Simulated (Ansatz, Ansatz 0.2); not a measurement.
# First attempt at the Ta 4f and 4d binding energies of tantalum metal

*Notes of a novice, printed with their mistakes. Don't take the settings or the reasoning as a model; a review follows at the end.*

## Experiment

The numbers to reproduce are two core-level binding energies of tantalum metal, both measured by photoemission and counted from the Fermi level: 21.6 eV for Ta 4f7/2 and 226.4 eV for Ta 4d5/2. They come from "Electron binding energies" (2001, X-Ray Data Booklet, Lawrence Berkeley National Laboratory, Table 1-1; from Fuggle and Martensson, J. Electron Spectrosc. Relat. Phenom. 21, 275 (1980)). This is a handbook table that quotes earlier work, so I am using the values second-hand. No uncertainty, temperature or sample preparation is given with them.

| compared with | measured | source's wording or label | method |
| --- | --- | --- | --- |
| Ta 4d5/2 (eV) | 226.4 | Ta 4d5/2 of the metal against the Fermi level | photoemission, handbook table |
| Ta 4f7/2 (eV) | 21.6 | Ta 4f7/2 of the metal against the Fermi level | photoemission, handbook table |

Conditions are those given with the value in the passage it was taken from; "not stated" means there, and the paper may say more elsewhere. The values are a selection: others may have been left out beforehand as unlike or outlying.

## Plan

I want to compute both levels for bcc tantalum and see whether they land on the table. I will call it a success if each is within 0.5 eV, because the shifts between metal and oxide that I look at in the lab are larger than that. The model is the measured cell with one atom in it, which is small and quick. I will use PBE, since that is what the tutorial uses. The tutorial is about an oxide, but a core level is deep inside the atom, so I assume the steps carry over. If the first number is good I will stop there; otherwise I will change settings until it improves.

System: Ta (Tantalum); space group Im-3m, 1 atom in the base cell, measured (COD) cell.

## 1. The tutorial recipe on one atom

I follow the oxide tutorial step by step: take the core electron out of the cell altogether and count the levels from the top of the valence band. Photoemission does remove an electron, so this looks right to me. I expect both levels to come out close to the table.

**Run 1.** Ansatz 0.2: PBE, electron taken out and levels counted from the valence top; 1-atom cell, holes 2.9 A apart, PAW set ansatz_paw.

Key lines of the input:
```
crystal:
  lattice:
    - [-1.6529, 1.6529, 1.6529]
    - [1.6529, -1.6529, 1.6529]
    - [1.6529, 1.6529, -1.6529]
  atoms:
    - { symbol: Ta, position: [0.0, 0.0, 0.0] }
kpoints:
  mp_grid: { grid: [14, 14, 14] }
scf:
  occupations: { method: fixed }
  n_extra_bands: 8
  max_iter: 60
hamiltonian:
  xc: pbe
  pseudopotentials: { kind: paw, source: ansatz }
output:
  forces: true
  core_levels:
    shells: { Ta: ["4d", "4f"] }
    counted_from: valence_top
    add_spin: false
```

Command:
```
ansatz run input.yaml --threads 4 --pin off --max-ram 8192MiB --backend cpu --events-out ev --progress --plain --runs-dir out
```

Selected lines of the output:
```
Error: inconsistent input (scf.occupations.method, magnetization): a σ = 0 step fill (method: fixed, or a smearing width below the step floor) cannot  ...
```

Input refused; 4 cores of Arm Neoverse V1, shared host.

The program refused the input, so no binding energies are shown for it in this report. The message complains about the fixed occupations, which I had copied from the oxide tutorial. It says something about a step fill and a smearing width. I don't really know what a step fill is, but the word "smearing" turns up in the examples for metals, so I will take the occupations from one of those.

## 2. Metal occupations and a single k-point

I now keep the electron in the cell and count from the Fermi level, as the metal example does and as the table does too. To get a number quickly I use only the Gamma point. The cell has one atom and the core level sits on that atom, so I don't see what more k-points would add. I expect the 4f level somewhere near 21.6 eV.

**Run 2.** Ansatz 0.2: PBE, Gamma point alone; 1-atom cell, holes 2.9 A apart, PAW set ansatz_paw; electron kept, levels from the Fermi level (mesh 1x1x1, cutoff 520 eV, 1 atoms).

Key lines of the input, as changed from run 1:
```diff
  kpoints:
-   mp_grid: { grid: [14, 14, 14] }
+   mp_grid: { grid: [1, 1, 1] }
  scf:
-   occupations: { method: fixed }
+   occupations: { method: fermi_dirac, width: 0.08 }
-   max_iter: 60
  output:
    core_levels:
-     counted_from: valence_top
+     counted_from: fermi_level
```

Selected lines of the output:
```
Basis set: ecut = 520 eV, 459 PW (Γ), exchange–correlation on 48×48×48 points (8 copies of the dense ...
Space group: Im-3m (ITA 229), of the structure as read, at distance tolerance 2.6e-5 Å
k-points: 1
SCF converged after 8 iterations
Free energy (F): -16781.828188 eV
Fermi energy:    24.159972 eV
--- Core levels from the Fermi level (as output.core_levels.counted_from types it; a hole's nearest image at 2.9 Å) …
  atom         alike  shell      binding/eV   shift/eV difference/eV images/eV   SCF
  Ta 0             1     4d         219.884     +0.000       219.884         –     7
  Ta 0             1     4f          21.783     +0.000        21.783         –     7
  the two lines of Ta's 4d: 4d3/2 +6.926 eV and 4d5/2 -4.618 eV off its levels, 2 : 3 in strength
  the two lines of Ta's 4f: 4f5/2 +1.080 eV and 4f7/2 -0.810 eV off its levels, 3 : 4 in strength
```

Converged; 1.1 s on the same hardware.

| quantity | run 2 | measured | deviation |
| --- | --- | --- | --- |
| Ta 4d5/2 (eV) | 215.27 | 226.4 | −11.13 |
| Ta 4f7/2 (eV) | 20.97 | 21.6 | −0.63 |
| volume an atom (Å³) | 18.06 |  |  |

This one ran, and it says it converged. The 4f7/2 level comes out at 20.97 eV, 0.63 eV too low, which just misses my target. The 4d5/2 level is 11.13 eV too low. I had expected both to be off by about the same amount, since they belong to the same atom. As the 4f is nearly there, I take the method to be basically right and the 4d to need some better setting.

## 3. More k-points, fewer iterations

The tutorial had a 14x14x14 mesh, so I put that back to see if it lifts the 4d. That is a lot more k-points, and to keep the run short I limit the self-consistency cycle to 5 iterations. The last run needed 8, but I think the final few only polish the last digits. I expect the 4f to move up a little and the 4d to move up a lot.

**Run 3.** Ansatz 0.2: PBE, at most 5 SCF iterations; 1-atom cell, holes 2.9 A apart, PAW set ansatz_paw (mesh 14x14x14, cutoff 520 eV, 1 atoms).

Key lines of the input, as changed from run 2:
```diff
  kpoints:
-   mp_grid: { grid: [1, 1, 1] }
+   mp_grid: { grid: [14, 14, 14] }
  scf:
+   max_iter: 5
```

Selected lines of the output:
```
Basis set: ecut = 520 eV, 459 PW (Γ), exchange–correlation on 48×48×48 points (8 copies of the dense ...
Space group: Im-3m (ITA 229), of the structure as read, at distance tolerance 2.6e-5 Å
k-points: 104 of 2744
Error: did not converge after 5 iterations: onsite_residual = 1.16e-3 (threshold 1.00e-7), under the density mixer `msr1`, which `scf.mixing.algorithm ...
SCF iter   4: F=—  HF=-16781.610680 eV  |F-HF|=—  |Δ(HF+E_count)|=   2.49e-2  Δρ=1.85e-3  dr2=2.12e-4  ethr=1.07e-4  ⟨swp⟩=4.8  Hψ=16203  …
SCF iter   5: F=—  HF=-16781.611075 eV  |F-HF|=—  |Δ(HF+E_count)|=   3.94e-4  Δρ=1.66e-3  dr2=2.01e-4  ethr=7.84e-7  ⟨swp⟩=4.0  Hψ=13116  …
```

Not converged; 1.6 s on the same hardware.

The run stopped with an error after the 5 iterations I had allowed, and no core levels from it are shown in this report. The energy changed only in the fourth decimal between the last two iterations, so to me it looked finished, but the program wants another residual to be much smaller. Cutting the iterations saved me nothing.

## 4. The same mesh without the iteration limit

I take my limit out again and leave the rest as it is. I still expect the larger mesh to bring the 4d up towards the table, and the 4f only needs a little to get inside my 0.5 eV.

**Run 4.** Ansatz 0.2: PBE; 1-atom cell, holes 2.9 A apart, PAW set ansatz_paw; electron kept, levels from the Fermi level (mesh 14x14x14, cutoff 520 eV, 1 atoms).

Key lines of the input, as changed from run 3:
```diff
  scf:
-   max_iter: 5
```

Selected lines of the output:
```
SCF converged after 8 iterations
  Ta 0             1     4d         221.078     +0.000       221.078         –     8
  Ta 0             1     4f          22.933     +0.000        22.933         –     8
  the two lines of Ta's 4d: 4d3/2 +6.926 eV and 4d5/2 -4.618 eV off its levels, 2 : 3 in strength
  the two lines of Ta's 4f: 4f5/2 +1.080 eV and 4f7/2 -0.810 eV off its levels, 3 : 4 in strength
```

Converged; 4 s on the same hardware.

| quantity | run 4 | measured | deviation |
| --- | --- | --- | --- |
| Ta 4d5/2 (eV) | 216.46 | 226.4 | −9.94 |
| Ta 4f7/2 (eV) | 22.12 | 21.6 | +0.52 |
| volume an atom (Å³) | 18.06 |  |  |

Both levels moved up by a little over 1 eV. The 4f7/2 is now at 22.12 eV, which is 0.52 eV too high where before it was too low, so it misses my 0.5 eV by a hair. The 4d5/2 is still 9.94 eV too low. I had hoped that the mesh would lift the 4d much more than the 4f, and it did not: the two went up almost together.

## 5. Trying LDA instead of PBE

The mesh did not cure the 4d, so I will change the functional. LDA is the other name I know from the tutorial, and switching to it is one word in the input. I have no real idea which way the levels will go, but the 4f needs to come down only slightly to be inside my target.

**Run 5.** Ansatz 0.2: LDA; 1-atom cell, holes 2.9 A apart, PAW set ansatz_paw; electron kept, levels from the Fermi level (mesh 14x14x14, cutoff 520 eV, 1 atoms).

Key lines of the input, as changed from run 4:
```diff
  hamiltonian:
-   xc: pbe
+   xc: lda
```

Selected lines of the output:
```
  Ta 0             1     4d         220.712     +0.000       220.712         –     8
  Ta 0             1     4f          22.972     +0.000        22.972         –     8
```

Converged; 4 s on the same hardware.

| quantity | run 5 | measured | deviation |
| --- | --- | --- | --- |
| Ta 4d5/2 (eV) | 216.09 | 226.4 | −10.31 |
| Ta 4f7/2 (eV) | 22.16 | 21.6 | +0.56 |
| volume an atom (Å³) | 18.06 |  |  |

LDA changes very little. The 4f7/2 goes to 22.16 eV, slightly further from the table than with PBE, and the 4d5/2 drops to 216.09 eV, also further away. So the functional is not the setting I was looking for, and I go back to PBE.

## 6. A bigger cell with a small mesh

Next I turn to the size of the cell. I will take eight atoms instead of one, because a bigger piece of metal should be more like the real sample. To keep it quick I use a 4x4x4 mesh. The 4f has to come down by only a few hundredths of an eV to meet my target, and I hope this does it. For the 4d I no longer expect much.

**Run 6.** Ansatz 0.2: PBE, another k-point mesh; 8-atom cell, holes 5.7 A apart, PAW set ansatz_paw; electron kept, levels from the Fermi level (mesh 4x4x4, cutoff 520 eV, 8 atoms).

Key lines of the input, as changed from run 2:
```diff
  crystal:
    lattice:
-     - [-1.6529, 1.6529, 1.6529]
-     - [1.6529, -1.6529, 1.6529]
-     - [1.6529, 1.6529, -1.6529]
+     - [-3.3058, 3.3058, 3.3058]
+     - [3.3058, -3.3058, 3.3058]
+     - [3.3058, 3.3058, -3.3058]
    atoms:
+     - { symbol: Ta, position: [0.0, 0.0, 0.5] }
+     - { symbol: Ta, position: [0.0, 0.5, 0.0] }
+     # ... 8 atoms in all
  kpoints:
-   mp_grid: { grid: [1, 1, 1] }
+   mp_grid: { grid: [4, 4, 4] }
```

Selected lines of the output:
```
SCF converged after 8 iterations
  Ta 0             8     4d         220.778     +0.000       220.778         –    10
  Ta 0             8     4f          22.636     +0.000        22.636         –    10
```

Converged; 13 s on the same hardware.

| quantity | run 6 | measured | deviation |
| --- | --- | --- | --- |
| Ta 4d5/2 (eV) | 216.16 | 226.4 | −10.24 |
| Ta 4f7/2 (eV) | 21.83 | 21.6 | +0.23 |
| volume an atom (Å³) | 18.06 |  |  |

The 4f7/2 is now at 21.83 eV, only 0.23 eV above the table and inside my 0.5 eV. That is the number I was after, so I am stopping here and will use the eight-atom cell with the 4x4x4 mesh for tantalum from now on.

The 4d5/2 is at 216.16 eV, still 10.24 eV too low, so by my own target that level has failed. It has stayed about 10 eV or more too low whatever I changed, and I don't know why. The 4f is the line I actually use in the lab, so I will leave the 4d alone.

## Summary of runs

| run | settings | Ta 4d5/2 (eV) | deviation | Ta 4f7/2 (eV) | deviation | cost | status |
| --- | --- | --- | --- | --- | --- | --- | --- |
| 1 | PBE, electron taken out and levels counted from the valence top, 1-atom cell, holes 2.9 A apart, PAW set ansatz_paw | – |  | – |  | – | input refused |
| 2 | PBE, Gamma point alone, 1-atom cell, holes 2.9 A apart, PAW set ansatz_paw, electron kept | 215.27 | −11.13 | 20.97 | −0.63 | under 1 core-min |  |
| 3 | PBE, at most 5 SCF iterations, 1-atom cell, holes 2.9 A apart, PAW set ansatz_paw (mesh 14x14x14, cutoff 520 eV, 1 atoms) | – |  | – |  | under 1 core-min | not converged |
| 4 | PBE, 1-atom cell, holes 2.9 A apart, PAW set ansatz_paw, electron kept, levels from the Fermi level (mesh 14x14x14, cutoff 520 eV, 1 atoms) | 216.46 | −9.94 | 22.12 | +0.52 | under 1 core-min |  |
| 5 | LDA, 1-atom cell, holes 2.9 A apart, PAW set ansatz_paw, electron kept, levels from the Fermi level (mesh 14x14x14, cutoff 520 eV, 1 atoms) | 216.09 | −10.31 | 22.16 | +0.56 | under 1 core-min |  |
| 6 | PBE, another k-point mesh, 8-atom cell, holes 5.7 A apart, PAW set ansatz_paw, electron kept | 216.16 | −10.24 | 21.83 | +0.23 | under 1 core-min |  |
|  | measured | 226.4 |  | 21.6 |  |  |  |

## Where I got to

I am closing this here. For Ta 4f7/2 I report 21.83 eV from PBE with eight atoms, against 21.6 eV in the table, which meets the target I set. For Ta 4d5/2 I have 216.16 eV against 226.4 eV, and that is a clear failure. I will leave the 4d out of the summary for the group, since we don't measure that line.

What I take from this is that a core level needs a bigger cell and not many k-points. The one-atom cell with the large mesh just missed on the 4f, and the eight-atom cell with the small mesh got it. Changing to LDA made hardly any difference, so I don't think the functional matters for core levels, and I will stay with PBE.

Next I would like to use the same settings for the tantalum oxide films and read the 4f shift from them. As the metal came out within 0.23 eV, I expect the oxide to be about as good.

## Review

Further runs made for the review:

| reviewer's run | settings | Ta 4d5/2 (eV) | deviation | Ta 4f7/2 (eV) | deviation | cost | status |
| --- | --- | --- | --- | --- | --- | --- | --- |
| R1 | PBE, valence without spin, 8-atom cell, holes 5.7 A apart, PAW set ansatz_paw, electron kept, levels from the Fermi level (mesh 8x8x8, cutoff 520 eV, 8 atoms) | 216.13 | −10.27 | 21.80 | +0.20 | 2.8 core-min |  |
| R2 | PBE, 32-atom cell, holes 9.4 A apart, PAW set ansatz_paw, electron kept, levels from the Fermi level (mesh 6x6x6, cutoff 520 eV, 32 atoms) | 216.13 | −10.27 | 21.80 | +0.20 | 42 core-min | warnings: slots_ram_shed |
| R3 | r2SCAN, 8-atom cell, holes 5.7 A apart, PAW set ansatz_paw, electron kept, levels from the Fermi level (mesh 8x8x8, cutoff 520 eV, 8 atoms) | 219.81 | −6.59 | 21.89 | +0.29 | 3.9 core-min | warnings: bands_taken_in |
| R4 | PBE, valence free to polarise round the hole, 16-atom cell, holes 7.2 A apart, PAW set ansatz_paw, electron kept, levels from the Fermi level (mesh 6x6x6, cutoff 520 eV, 16 atoms) | 216.12 | −10.28 | 21.79 | +0.18 | 78 core-min |  |
|  | measured | 226.4 |  | 21.6 |  |  |  |

The notebook reads its source properly and notes that the values are second-hand. The plan is weaker. Changing settings until a number improves selects for agreement, not soundness. The 0.5 eV target is taken from metal-to-oxide shifts, which says nothing about how accurate an absolute level should be. An oxide recipe does not carry over to a metal either.

Run 1 is a case in point. A metal has no valence top, and its electrons screen the hole, so the electron belongs at the Fermi level with the cell kept neutral. The printed part of the refusal points at the fixed occupations, not at the energy reference. Run 2 rightly corrected both these and the reference.

Run 2's single k-point was a real mistake. The core level is local, but the Fermi level and the screening are not. "Converged" referred only to the self-consistency cycle. The full mesh of run 4 moved 4f7/2 by 1.15 eV and took 4 s instead of 1.1 s. Run 2's near miss on 4f was therefore chance and no evidence for the method. Nor need two shells of one atom err alike.

Run 3 stopped with a residual of 1.16e-3 against a threshold of 1.00e-7. A steady energy does not mean a finished density, and run 4 needed only eight iterations.

Run 4 has a good mesh, but with one atom in the cell every atom carries a hole. With eight atoms and a dense mesh, R1 gives 21.80 eV for 4f7/2, against 22.12 eV in run 4. With 32 atoms, R2 gives 21.80 eV again, so eight are enough for this level. R2 carries a warning (slots_ram_shed) whose effect is not shown in this report.

Run 5 shows that LDA and PBE are close for 4f in the one-atom cell, though 4d5/2 moves by 0.37 eV. It does not show that functionals don't matter. In the eight-atom cell, r2SCAN (R3) raises 4d5/2 from 216.13 eV with PBE (R1) to 219.81 eV, while 4f7/2 rises by only 0.09 eV. R3 carries a warning (bands_taken_in) whose effect is not shown in this report.

Run 6 changed cell and mesh together, so by itself it could not separate the two effects. It proves sound all the same: its denser twin R1 differs by just 0.03 eV in both levels. The larger cell helps because it separates the holes, not because it is a bigger piece of metal. It also needs fewer k-points for the same sampling, which is not the same as core levels needing few. Stopping because the target was met was still no test of convergence.

The 4d failure belongs in the group summary, since it shows the method's limits. The metal's 0.23 eV deviation promises nothing for the oxide shift. An oxide has a gap, so its energy reference needs care, and the shift must be tested against a measured one.

In short, PBE describes 4f7/2 well: R4, with 16 atoms and the valence free to polarise round the hole, gives 21.79 eV, about 0.2 eV high. Handbook values can differ by that much. Older data may also blend bulk and surface lines, but tantalum's surface lines lie at higher binding energy, so such a blend would not close this gap. Absolute semilocal levels often err by more, so part of the agreement may be cancellation of errors. Checks of cutoff, smearing width and PAW set are not shown in this report. For 4d5/2, R4 is 10.28 eV too low. The line is broad, but that cannot explain such a gap. Semilocal functionals are known to err on deep levels of heavy atoms, and R3 still misses by 6.59 eV. How that remainder divides between the functional and other approximations is unexplained here.

[Logs are printed without paths, hosts, clocks, repeated set-up lines and the standing remarks that a program may print on its own settings, such as how far it seeks lower states.]

[The runs shown are a pick from a larger set of finished runs; failed, doubtful and other runs were left out of it ahead of writing. So were measured values far from every level or from commonly accepted values, and agreement can look better than it is. Lines of input and output are excerpts and may be shortened.]
